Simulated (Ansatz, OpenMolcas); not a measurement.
## How methods differ on CH5GaO (SMILES C[O][GaH2])

The species is CH5GaO (8 atoms), meant as a singlet with charge 0. As SMILES, `C[O][GaH2]`. The shape is that of a PBE0-D4/def2-TZVP optimisation.

```xyz
8

C    -0.6168    0.9726   -0.4229
O    -0.7053   -0.2735    0.2135
Ga    0.7032   -1.3020    0.5793
H    -1.2002    0.9620   -1.3506
H     0.4142    1.2562   -0.6766
H    -1.0306    1.7542    0.2243
H     2.0939   -0.7328    0.1429
H     0.3417   -2.6367    1.2901
```

Quantity: the energy change with the C1–H4 bond stretched from 1.096 to 1.425 Å, in eV. The values are calculated.

```json
{"level": "SVWN5/cc-pVDZ (restricted)", "kind": "LDA", "program": "OpenMolcas", "value (eV)": "0.82"}
{"level": "PBE/cc-pVDZ (restricted)", "kind": "GGA", "program": "Ansatz", "value (eV)": "0.82"}
{"level": "revPBE/cc-pVDZ (restricted)", "kind": "GGA", "program": "Ansatz", "value (eV)": "0.81"}
{"level": "M06-L/cc-pVDZ (restricted)", "kind": "meta-GGA", "program": "OpenMolcas", "value (eV)": "0.93"}
{"level": "TPSS/cc-pVDZ (restricted)", "kind": "meta-GGA", "program": "OpenMolcas", "value (eV)": "0.86"}
{"level": "wB97M-V/cc-pVDZ (restricted)", "kind": "range-separated hybrid", "program": "Ansatz", "value (eV)": "0.94"}
{"level": "wB97X/cc-pVDZ (restricted)", "kind": "range-separated hybrid", "program": "Ansatz", "value (eV)": "0.96"}
{"level": "RPA@PBE/cc-pVDZ (restricted)", "kind": "RPA", "program": "Ansatz", "value (eV)": "0.85"}
```

All-electron rows without a relativistic Hamiltonian named are non-relativistic. The first shape isn't each level's own minimum. The values span 0.81 to 0.96 eV.

Stretching this methoxy C–H bond costs 0.81 to 0.82 eV with the LDA and the two GGAs, and most with the two range-separated hybrids, at 0.94 and 0.96 eV. RPA and TPSS lie slightly above the GGAs, while M06-L, at 0.93 eV, almost reaches the hybrids without any exact exchange. Nonlocal exchange is therefore not a prerequisite for a stiff C–H potential.

The cost itself reflects the loss of overlap between the carbon sp³-type hybrid and hydrogen 1s in a strong, localised σ bond. At this extension the bond is weakened but not broken, so the energy follows the curvature and anharmonicity of the well more than its depth. That LDA, known for overbinding, does not give a large value is thus no contradiction; the lower LDA and GGA values probably reflect their softer C–H wells with longer equilibrium bonds. How far the oxygen lone pairs or the GaH2 group weaken the C–H bond cannot be judged without a comparison molecule.
